## Results and discussion

The naive picture of a ladder of methods is that each rung, from HF through MP2, CCSD and CCSD(T) to auxiliary-field quantum Monte Carlo (AFQMC), comes closer to the exact atomization energy D. For CH₃Si(NH₂)(Cl)OSiH₃ the table seems to deny this. Among the upper six rows MP2 has the smallest error, while CCSD(T) and both AFQMC rows stall about 4 eV below the best estimate of 53.254 eV. The order becomes sensible once the error of the basis is separated from the error of the method.

Atomization energy of CH₃Si(NH₂)(Cl)OSiH₃ (neutral singlet, RHF determinant, PBE0/def2-SVP geometry), computed with Ansatz 0.2.0 and the in-house AFQMC program afq 1 with frozen cores. The basis is def2-SVP except in CBS rows. CCSD(T)/CBS is as a rule a focal-point estimate: HF and MP2 correlation are extrapolated from def2-TZVPP and def2-QZVPP, and CCSD(T) less MP2 is added from def2-TZVPP alone. The best estimate adds to it the def2-SVP step from CCSD(T) to the reference level, released AFQMC.

```tsv
level	this level less the best estimate at the basis limit (meV)	statistical noise, one standard error (meV)
HF	-14559.0	0.000
MP2	-3559.0	0.000
CCSD	-4520.0	0.000
CCSD(T)	-4089.0	0.000
ph-AFQMC/CISD	-4043.0	14.000
released AFQMC	-4046.0	23.000
HF/CBS	-13923.0	0.000
MP2/CBS	690.0	0.000
CCSD(T)/CBS	-43.0	0.000
```

The column "this level less the best estimate at the basis limit" is D of the level named minus the best estimate, so a negative entry means underbinding. Rows without a suffix are def2-SVP (SVP below), and rows marked CBS are estimates of the complete-basis limit. All are measured against the best estimate, which rests on the focal-point limit of CCSD(T), so an SVP entry is the sum of a method error and a basis error, and methods can be ranked only within one basis. The last column is the standard error of a Monte Carlo row. The molecule is a closed-shell singlet on a stable RHF determinant, with a T1 diagnostic of 0.010, so single-reference methods are in their proper domain.

### Why the basis dominates

It helps to write D = D_HF + D_corr and to start from the limiting case H₂. Two separated H atoms have no correlation energy at all, so the whole correlation of the new electron pair, roughly 1 eV (a rough recalled value), goes into D, and HF underbinds by that amount. The atoms of the present molecule (C, two Si, N, Cl, O and eight H) bring 20 unpaired electrons, which form ten new pairs of opposite spin. The row HF/CBS shows that correlation supplies 13.92 eV, 26 % of D, or 1.39 eV per new pair. A value above the H₂ case is what theory suggests, since each new pair also correlates with its neighbours.

This is the part of the energy that a Gaussian basis describes worst. Electrons of opposite spin can meet, and the wavefunction has a cusp where they do. Products of smooth orbitals build that cusp only through ever higher angular momentum: the contribution of shell l falls as (l + ½)⁻⁴, so what remains beyond the highest shell X falls only as X⁻³. The HF energy has no such cusp between electrons and converges much faster. Since the molecule holds more opposite-spin pairs than the atoms, a small basis loses more correlation in the molecule, and D comes out too low.

The table bears out the proportions. Going from SVP to the focal-point limit raises D of CCSD(T) by 4046 meV, of which 636 meV already appears between the two HF rows and 3410 meV is correlation. The whole step is 93 kcal/mol, larger than any step between correlated methods in SVP. A better method in SVP therefore converges on the right answer for the wrong basis, which is why CCSD(T) and AFQMC cluster near −4 eV.

### What each method gets wrong within one basis

Measured against released AFQMC in SVP, the ladder looks more sensible. MP2 overbinds by 487 meV, CCSD underbinds by 474 meV, and CCSD(T) underbinds by 43 meV. The errors of MP2 and CCSD are equal in size within the noise of the reference, so only their signs tell them apart. The good place of MP2 among the SVP rows is thus a cancellation: its overbinding hides a small part of the basis error. At the limit nothing is left to cancel against, and MP2 stands 690 meV above the best estimate, a figure that as a rule rests on the gap between MP2 and CCSD(T) in TZVPP, not at the limit itself.

The overbinding of MP2 does not come from too low an energy of the molecule. The total energies of the same SVP runs put MP2 2393 meV above CCSD(T) for the molecule. As D is the summed energy of the atoms less that of the molecule, and D of MP2 is 530 meV larger, the atoms must lie 2393 + 530 = 2923 meV above their CCSD(T) energy. This inference assumes that atoms and molecule were treated at matching levels.

In relative terms MP2 recovers 90.3 % of the CCSD(T) correlation in the molecule but 79.5 % in the atoms. Two limits explain the direction. Where one determinant dominates and the gap to the empty orbitals is large, second order captures most of the correlation, and the saturated molecule, whose largest double amplitude is 0.020, is close to that case. Where an empty orbital lies near an occupied one, as in the s² → p² excitation of C and Si atoms, the series converges slowly and second order falls short. That near-degeneracy is standard atomic physics, but its share in the atomic shortfall was not tested here.

CCSD sums pair excitations to all orders and repairs the atoms, so the imbalance changes sign: it recovers 98.9 % in the atoms and 97.7 % in the molecule. What it omits are connected triples, which need three electrons correlating at once. The eight H atoms have none, and bonding brings electrons of different atoms together, so triples should favour the molecule. The numbers agree, since (T) lowers the molecule by 581 meV and the summed atoms by an inferred 150 meV, and the difference raises D.

### Carrying a small-basis result to the limit

CCSD(T) in a large basis is costly, so the practical question is how to borrow the basis step from MP2. Two limiting assumptions need no fitted parameter. In the additive limit the gap between CCSD(T) and MP2 is independent of the basis. In the scaled limit SVP recovers the same fraction f of D_corr at every level, as it would if the cusp cut all pair energies in proportion. Both use the MP2 rows and the SVP row of CCSD(T), and the scaled one also needs the HF rows; the row CCSD(T)/CBS serves only for comparison.

The scaled estimate in full, with each D_corr the difference between a correlated row and the HF row in the same basis:

- MP2 in SVP: −3559 + 14559 = 11000 meV; at the limit: 690 + 13923 = 14613 meV; f = 11000/14613 = 0.753.
- CCSD(T) in SVP: −4089 + 14559 = 10470 meV; scaled: 10470 × 14613/11000 = 13909 meV.
- Predicted entry for CCSD(T)/CBS: −13923 + 13909 = −14 meV.

The focal-point value in the table is −43 meV, so the scaled estimate lies 29 meV above it, within 1 kcal/mol. The additive estimate is MP2/CBS less the SVP gap, 690 − 530 = 160 meV, which lies 203 meV above it. It fails because the overbinding of MP2 is itself a correlation quantity and grows as the basis admits more correlation.

The comparison is a weaker test than it looks. The limit of CCSD(T) is as a rule itself composite: only HF and MP2 correlation are extrapolated, from TZVPP and QZVPP, while CCSD(T) less MP2 comes from TZVPP alone. The outputs at hand do not show these runs, but if the rule was followed, the gap of 733 meV between the two CBS rows is simply the TZVPP gap. The additive rule is then built in above TZVPP, neither rule is tested there, and the comparison covers one molecule.

Scaling also fits less well than its miss of 29 meV suggests. It predicts a gap of 704 meV at the limit, yet the gap has already passed that value in TZVPP, so scaling understates the growth, and holding the gap fixed from there on flatters it. Any further growth would lower CCSD(T)/CBS and the best estimate together. The size of that remainder is not known from these runs, and the statistical noise of the best estimate does not include it.

### The step beyond CCSD(T)

The entry −43 meV for CCSD(T)/CBS is no independent measurement. The best estimate is the focal-point value CCSD(T)/CBS plus the SVP step from CCSD(T) to released AFQMC, so the entry is that step with its sign reversed. It says nothing about the error of the focal-point limit, which cancels in it, and its printed noise of zero leaves out the 23 meV of the reference. The step is 1.9 standard errors from zero, which suggests a slight underbinding by CCSD(T) without establishing it.

The phaseless walk gives 46 ± 14 meV for the same step, but its run warns that the bias of the phaseless constraint is not contained in that error. Releasing the constraint changes D by 3 meV, far inside the combined noise of 27 meV that follows if the two errors are independent, so no bias is resolved. The agreement is also partly selected, because a released walk was accepted as reference only where it lay within a few tens of meV of the other estimate. Both walks fit a small positive step of about 1 kcal/mol.

### Which level for which purpose

The order of effort follows the sizes of the steps: basis first, triples second, correlation beyond (T) last. The basis step of CCSD(T) is 9.4 times the (T) step of 431 meV, and that in turn is ten times the 43 meV beyond it. No SVP row should be quoted as an atomization energy, since all six lie more than 3.5 eV low.

For a figure good to a percent or two, MP2 at the limit is enough for this molecule: it is 1.30 % above the focal-point reference, though that is still 15.9 kcal/mol. For thermochemistry at 1 kcal/mol (43.4 meV), the estimated step beyond CCSD(T), 43 ± 23 meV, lies on the border. Any error of the basis limit, where CCSD(T) less MP2 is as a rule taken from TZVPP alone, comes on top, since the best estimate shares that limit and the table cannot show it. CCSD is excluded by a triples step of 9.9 kcal/mol in SVP.

The cost is governed by the number v of empty orbitals and o of correlated occupied ones. MP2 scales as the fifth power of size, CCSD as o²v⁴ and (T) as o³v⁴. SVP has 99 empty orbitals here, and recalled shell counts give 294 for TZVPP, so the v⁴ factor is (294/99)⁴ = 78; for QZVPP it exceeds a thousand. This is the reason for the composite route: MP2 in the largest bases, CCSD(T) in TZVPP, and the expensive last step in SVP. Should that last step scale like D_corr, it would grow by only 14 meV at the limit, less than its noise.

An accuracy of 1 kJ/mol (10.4 meV) is beyond this data. Noise falls as the inverse square root of the sample count, so the released walk would need (23/10.4)² = 4.9 times the samples, and the convergence of CCSD(T) above TZVPP would have to be checked directly. The best estimate also has frozen cores and leaves out relativity, spin-orbit coupling of the atoms and zero-point motion. It ranks valence-correlation methods at a fixed geometry, and those terms must be added before any level is judged against a measured value.
